Random misorientation angles: general law, cubic zone, hexagonal zone

1. Premises and conventions

P1. An orientation g is the proper rotation (active, right-handed) that carries the crystal axes into their position in the sample frame. Bunge angles: g = Rz(φ1) Rx(Φ) Rz(φ2), with 0 ≤ φ1, φ2 < 2π and 0 ≤ Φ ≤ π.
P2. Grains A and B belong to one phase. G is the group of proper rotations of its Laue class, of order N; g and g·s (s in G) are indistinguishable.
P3. Random means that g_B follows the rotation-invariant measure and is independent of g_A.

The misorientation is Δg = g_A⁻¹ g_B, expressed in crystal axes. The disorientation angle ω is the smallest rotation angle among its symmetric equivalents. Densities p(ω) are per radian unless marked per degree.

2. Invariant measure

A rotation by ω about the unit vector n has the unit quaternion q = (cos(ω/2), n sin(ω/2)); q and −q give the same rotation. Composition of rotations is the quaternion product. The product is linear in each factor and |q1 q2| = |q1||q2|, so left or right multiplication by a unit quaternion is an orthogonal map of R⁴ and preserves the area element dS of the sphere S³. Left multiplication takes any point of S³ to any other, so an invariant density with respect to dS is constant. The invariant measure is therefore dS divided by π², the area of half of S³.

Euler form. Multiplying the three factors of P1, with σ = (φ1 + φ2)/2, τ = (φ1 − φ2)/2, η = Φ/2:

q = (cos η cos σ, sin η cos τ, sin η sin τ, cos η sin σ).   (1)

The tangent vectors along η, σ, τ are mutually orthogonal with lengths 1, cos η, sin η, so dS = sin η cos η dη dσ dτ. With sin η cos η dη = (1/4) sin Φ dΦ and |∂(σ,τ)/∂(φ1,φ2)| = 1/2, dS = (1/8) sin Φ dφ1 dΦ dφ2. Its integral is (1/8)·2·4π² = π², so the Euler box covers the rotation group once, and

dg = sin Φ dφ1 dΦ dφ2 / (8π²).   (2)

Axis–angle form. The polar angle on S³ measured from (1,0,0,0) is ω/2, so dS = sin²(ω/2) d(ω/2) dΩ, with dΩ the solid angle of n. The half sphere q0 ≥ 0 is 0 ≤ ω ≤ π:

dg = sin²(ω/2) dω dΩ / (2π²).   (3)

(2) and (3) are one measure in two coordinate systems, linked through (1) by cos(ω/2) = |cos(Φ/2) cos σ|. The axis is isotropic and independent of ω. Integrating dΩ to 4π:

p0(ω) = (2/π) sin²(ω/2) = (1 − cos ω)/π,   ∫₀^ω p0 = (ω − sin ω)/π.   (4)

Rodrigues form. Let r = n tan(ω/2), ρ = |r|. With dω = 2dρ/(1 + ρ²) and sin²(ω/2) = ρ²/(1 + ρ²), (3) becomes dg = d³r / [π²(1 + ρ²)²]. Spheres about the origin are surfaces of constant ω, and on each the density is uniform.

3. Symmetry reduction

For fixed g_A, left invariance makes Δg = g_A⁻¹ g_B uniform; by independence this holds for any distribution of g_A.

The equivalents are s_A⁻¹ Δg s_B. The angle follows from the trace, 1 + 2 cos ω, which is cyclic, so s_A⁻¹ Δg s_B has the angle of Δg s_B s_A⁻¹. The N² equivalents thus carry at most N angles, those of Δg s⁻¹ with s in G.

Let s = (cos(α/2), m sin(α/2)) with 0 < α ≤ π. The scalar part of q s⁻¹ is the four-dimensional dot product q·s. The smallest angle is the largest |scalar part|, so Δg is its own minimal representative if |q0| ≥ |q·s| for every s. Dividing by q0:

|cos(α/2) + (r·m) sin(α/2)| ≤ 1,   that is   −cot(α/4) ≤ r·m ≤ tan(α/4).

The inverse s⁻¹ has axis −m and gives r·m ≥ −tan(α/4), which is at least as strict since tan(α/4) ≤ cot(α/4) for α ≤ π. On a k-fold axis the smallest angle α = 2π/k is the strictest:

|r·m| ≤ tan(π/2k).   (5)

The zone Z defined by (5) is a convex polyhedron about the origin. The N sets Z·s cover the group, overlap only on boundaries, and have equal measure by right invariance. A point z·s has the disorientation angle of z. Each set contributes the same angle distribution, that of (3) restricted to Z:

p(ω) = (N/π)(1 − cos ω) F(ω),   (6)

where F is the fraction of the sphere ρ = tan(ω/2) inside Z. Z is convex and contains the origin, so F never increases. The cutoff is the vertex farthest from the origin.

Conjugation by G rotates r within Z, and exchange of A and B sends r to −r. These 2N operations cut Z to a wedge of 1/48 (cubic) or 1/24 (hexagonal), the disorientation zone proper. They preserve ρ and leave (6) unchanged.

4. Caps and lenses

A face at distance d < ρ removes a cap of angular radius a, cos a = d/ρ, of solid angle 2π(1 − d/ρ), a fraction (1 − d/ρ)/2.

Two caps of radii a, a' with centres γ apart overlap when a + a' > γ. The two centres and one crossing point of the rims form a spherical triangle of sides a, a', γ with angles

cos A = (cos a' − cos a cos γ)/(sin a sin γ) at the centre of a,
cos A' = (cos a − cos a' cos γ)/(sin a' sin γ) at the centre of a',
cos C = (cos γ − cos a cos a')/(sin a sin a') at the crossing point.

The lens is the two sectors, 2A(1 − cos a) + 2A'(1 − cos a'), less twice the triangle area A + A' + C − π:

L = 2π − 2C − 2A cos a − 2A' cos a'.   (7)

Then F = 1 − Σ caps + Σ L/(4π), exact while no three caps overlap. The identity (1 − cos ω)/ρ = sin ω turns every d/ρ term of (6) into d sin ω.

5. Cubic zone, G = 432, N = 24

Elements: identity, 9 about ⟨100⟩, 8 about ⟨111⟩, 6 about ⟨110⟩. By (5):
fourfold: |r_i| ≤ b = tan(π/8) = √2 − 1 = 0.414;
threefold: |r1| + |r2| + |r3| ≤ √3 tan(π/6) = 1, at distance 1/√3 = 0.577;
twofold: |r_i ± r_j|/√2 ≤ 1, idle, since the cube limits the left side to √2 b = 0.586.

The cube corner has Σ|r_i| = 3b = 1.243 > 1 and is cut off: Z is a truncated cube with 6 octagons and 8 triangles. Its 24 vertices are of type (b, b, 1 − 2b), where 1 − 2b = b². Hence ρ² = 2b² + b⁴ = 23 − 16√2, ρ = 0.610, and cos ω = (1 − ρ²)/(1 + ρ²) gives

cos ω_max = (2√2 − 1)/4,   ω_max = 62.80°.

The sphere touches the octagons at 45° and the triangles at 60°. The midpoints of the 12 octagon–octagon edges, (b, b, 0), and of the 24 octagon–triangle edges, (b, (1 − b)/2, (1 − b)/2), both have ρ² = 2b², so ω₂ = 60.72°. Two triangle caps first meet at (1/2, 1/2, 0), ρ = 0.707, beyond the cutoff. A vertex is a positive combination of its three face normals, b²(1,1,1) + (b − b²)(1,1,0), so it is the nearest point of the triple overlap, which is empty below ω_max. With F = 1 − 3(1 − b/ρ) − 4(1 − 1/(√3ρ)) + lenses, each term entering at its onset:

0–45°:  p = (24/π)(1 − cos ω)
45–60°:  p = (24/π)[3b sin ω − 2(1 − cos ω)]
60°–ω₂:  p = (24/π)[(3b + 4/√3) sin ω − 6(1 − cos ω)]
ω₂–ω_max:  the preceding line + (24/π)(1 − cos ω)(12 L1 + 24 L2)/(4π)   (8)

L1 is (7) for two octagon caps, γ = 90°; L2 for an octagon and a triangle cap, cos γ = 1/√3.

Peak. The first branch rises. The slope of the second bracket, 3b cos ω − 2 sin ω, is negative for tan ω > 3b/2 = 0.621, and that of the third for tan ω > 0.592, so both fall throughout. On the last branch (1 − cos ω)F ≤ 2F(ω₂) = 0.127, below the value 0.293 at 45°. The maximum is a kink at 45°, p = 2.238 per radian or 0.0391 per degree. The four branches hold 0.5981, 0.3942, 0.0052 and 0.0025 of the probability, and the mean is 40.74°. This is the Mackenzie distribution (Mackenzie 1958; Handscomb 1958).

6. Hexagonal zone, G = 622, N = 12

Elements: identity, 5 about c, 6 twofold axes in the basal plane, alternately ⟨11-20⟩ and ⟨10-10⟩, 30° apart. With r3 along c and r1 along ⟨11-20⟩, (5) gives
sixfold: |r3| ≤ h = tan 15° = 2 − √3 = 0.268;
twofold: |r·m_j| ≤ 1 for the six basal axes.

Z is a twelve-sided prism of inradius 1 and half-height h. A side face has half-width tan 15° = h and is a square. The 24 vertices are of type (1, h, h): ρ² = 1 + 2h² = 15 − 8√3, ρ = 1.069,

cos ω_max = (√3 − 2)/4,   ω_max = 93.84°.

The sphere touches the two end faces at 30° and the twelve sides at 90°. The midpoints of the 12 side–side edges, (1, h, 0), and of the 24 side–end edges, (1, 0, h), both have ρ² = 1 + h², ρ = 1.035, ω₂ = 91.99°. Next-nearest side caps meet at ρ = 1/cos 30° = 1.155, beyond the cutoff. The vertex lies along c plus the bisector of two side normals with positive weights, so triple overlaps are again absent. With F = 1 − (1 − h/ρ) − 6(1 − 1/ρ) + lenses:

0–30°:  p = (12/π)(1 − cos ω)
30–90°:  p = (12/π) h sin ω
90°–ω₂:  p = (12/π)[(h + 6) sin ω − 6(1 − cos ω)]
ω₂–ω_max:  the preceding line + (12/π)(1 − cos ω)(12 L3 + 24 L4)/(4π)   (9)

L3 is (7) for two side caps, γ = 30°; L4 for a side and an end cap, γ = 90°.

Peak. The first two branches rise. The slope of the third bracket, (h + 6) cos ω − 6 sin ω, is negative above 90°. On the last branch 2F(ω₂) = 0.109 < h. The maximum is a kink at 90°, p = 12h/π = 1.023 per radian. Unlike the cubic case, the first contact with a face does not end the rise: two caps leave F = h/ρ, and p still grows as sin ω.

Weights: 2 − 6/π = 0.0901 below 30°, 0.8864 from 30° to 90°, then 0.0215 and 0.0019. The median lies on the second branch, 2 − 6/π + (12h/π)(cos 30° − cos ω) = 1/2, giving 62.25°. The mean is 60.07°. No lattice parameter enters.

7. Range of validity

(a) Exact under P1–P3, without small-angle approximation. One untextured partner suffices, provided the two are independent.
(b) Texture in both grains changes the law even for uncorrelated pairs. Neighbours are correlated by subgrains, twinning, variant selection after a phase transformation, or epitaxy. The law is then the baseline against which an excess is judged.
(c) The law counts grain pairs with equal weight. A histogram weighted by boundary length or area follows it only if the weight is independent of Δg.
(d) G comes from the symmetry that the indexing resolves. Under Friedel's law this is the Laue class: (8) holds for m-3m and (9) for 6/mmm, which includes zincblende and wurtzite crystals indexed without polarity. Classes m-3 and 6/m have other zones.
(e) For two phases with different groups the trace argument leaves all products s_B s_A⁻¹, which need not form a group, and (6) must be rebuilt.
(f) The law concerns ω only. It fixes neither the boundary plane nor the energy, and orientation noise distorts a histogram at the smallest angles.

8. Illustration: hexagonal close-packed α-Ti

Titanium serves as a contact and liner metal; its Laue class is 6/mmm. Model: untextured, uncorrelated grains. From (9):

ω         p (% per degree)
15°       0.227
30°       0.893
60°       1.547
85°       1.780
90°       1.786
ω₂        0.375
93°       0.055
ω_max     0

Low-angle share, with an assumed limit of 15°: (12/π)(ω − sin ω) = 1.14 %, against 2.28 % for a cubic metal such as Cu.

Twin. Assumed inputs: a typical axial ratio c/a = 1.587, the typical twin plane {10-12}, and a tolerance δ = 5°. The plane normal is a* + 2c* with |a*| = 2/(√3 a) and |c*| = 1/c, so its angle θ to c obeys tan θ = c/(√3 a) = 0.916, θ = 42.50°. For a centrosymmetric crystal the mirror in the twin plane is equivalent to a half-turn about the normal. Combined with the half-turn about c it becomes a rotation t by 2θ = 85.0° about the common perpendicular ⟨11-20⟩. Its Rodrigues vector (0.916, 0, 0) lies inside Z, so 85.0° is the disorientation angle.

Angle alone. The window 80–90° holds (12h/π) cos 80° = 17.8 % of random boundaries.

Angle and axis. The number of distinct equivalents s_A⁻¹ t s_B is N² divided by the order of G ∩ t⁻¹Gt. The two basal planes share only the rotation axis and neither contains the other's c, so the intersection is the identity and the half-turn about that axis: 144/2 = 72. The inverse t⁻¹ is conjugate to t by the half-turn about c and adds none. The separation of two equivalents is the angle of a product of one element of G and one of t⁻¹Gt. The smallest nonzero one comes from half-turns about c of one grain and ⟨10-10⟩ of the other, 180° − 4θ = 10.0°; all others are at least 60°. Balls of radius 5° are therefore disjoint, and by invariance each has the measure (4):

72(δ − sin δ)/π = 0.25 %.

In the model the angle window holds 70 times as many random boundaries as the twin criterion with axis. A histogram peak near 85–90° in a hexagonal metal is thus no evidence of twinning until the axes are examined.

These shares are the model's, not those of a real Ti film. As typical knowledge, deposited Ti films often show a basal fibre texture. In the ideal fibre r lies along c, and ω is uniform on 0–30°, so the random share of 0.0901 below 30° is then too low by up to a factor of 11 and the weight near 90° too high. In deformed, twinned Ti the twin share typically exceeds 0.25 % by an order of magnitude or more.